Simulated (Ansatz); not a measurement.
## Si2O: the change of energy above lowest point and pressure with volume per atom

Equation of state of a cubic crystal from periodic Kohn-Sham density functional theory without spin; pressure corrected for the finite basis. The results are calculated, by Ansatz 0.2.0 development build.

Cell of the first row (space group Fm-3m, No. 225):
```
cell vectors (Å)
   0.0000     2.7173     2.7173
   2.7173     0.0000     2.7173
   2.7173     2.7173     0.0000
atoms (fractions of the cell vectors)
Si  0.25000  0.25000  0.25000
Si  0.75000  0.75000  0.75000
O   0.00000  0.00000  0.00000
```

Settings of every row: formula Si2O; structure type antifluorite; functional PBE; spin treatment none; k mesh 34x34x34; occupation method fermi-dirac; occupation width 0.061225619 eV; wave cutoff 420 eV; datasets soft-1 PAW; density cutoff ratio 4.

Limits: a cubic model structure, not a phase known at ambient conditions.

```
row  volume per atom (Å³)  energy above lowest point (meV/atom)  pressure (GPa)
  1                13.376                                 15.03           5.992
  2                13.661                                     ?               ?
  3                13.945                                  1.52           1.766
  4                 14.23                                     0          -0.028
  5                14.515                                   1.5          -1.637
  6                14.799                                  5.72          -3.085
  7                15.084                                 12.38          -4.389
```

Question: what energy above lowest point and pressure should row 2 give?

Worked fit of energy above lowest point. Take u = (V_r/V)^(2/3) − 1 with V_r = 14.373 Å³ an atom, which is twice the finite (Eulerian) strain; such expansions in the strain, on which the Birch-Murnaghan equation of state is built, carry the rest volume and the bulk modulus. The shown rows have u = 0.04909, 0.02036, 0.00669, -0.00653, -0.01928, -0.03168. Least squares give energy above lowest point = 0.397 − 115.46 × u + 8347.1 × u² + 1574 × u³ meV/atom; a parabola predicts inner rows, each left out in turn, worse (root mean square 0.031 against 0.0082 meV/atom). The rows lie off it by 0.00, 0.00, 0.00, -0.01, 0.01, 0.00. Its lowest point lies at u = 0.0069, or V = 14.23 Å³ an atom, and the curvature there gives the bulk modulus at fixed shape and fractions, B = (4/9)(1 + u)² E″(u)/V = 85.1 GPa. The withheld row has u = 0.03445, so the fit gives 0.397 − 115.46 × (0.03445) + 8347.1 × (0.03445)² + 1574 × (0.03445)³ = 6.39 meV/atom.

The calculation gave 6.4 meV/atom. The fit lies 0.01 meV/atom (0.067 % of the column's range) below it, one unit of the last digit.

Worked fit of pressure. Take u = (V_r/V)^(2/3) − 1 with V_r = 14.373 Å³ an atom, which is twice the finite (Eulerian) strain; such expansions in the strain, on which the Birch-Murnaghan equation of state is built, carry the rest volume and the bulk modulus. The shown rows have u = 0.04909, 0.02036, 0.00669, -0.00653, -0.01928, -0.03168. Least squares give pressure = −0.8579 + 121.796 × u + 339.64 × u² + 442.7 × u³ GPa; a parabola predicts inner rows, each left out in turn, worse (root mean square 0.0092 against 0.0027 GPa). The rows lie off it by 0.000, 0.000, 0.000, 0.002, -0.002, 0.001. The pressure vanishes at u = 0.0069, or V = 14.23 Å³ an atom, and there the bulk modulus at fixed shape and fractions is B = −V dP/dV = (2/3)(1 + u) dP/du = 85 GPa. The withheld row has u = 0.03445, so the fit gives −0.8579 + 121.796 × (0.03445) + 339.64 × (0.03445)² + 442.7 × (0.03445)³ = 3.759 GPa.

The calculation gave 3.764 GPa. The fit lies 0.005 GPa (0.048 % of the column's range) below it; its largest miss of a shown row is 0.002 GPa.
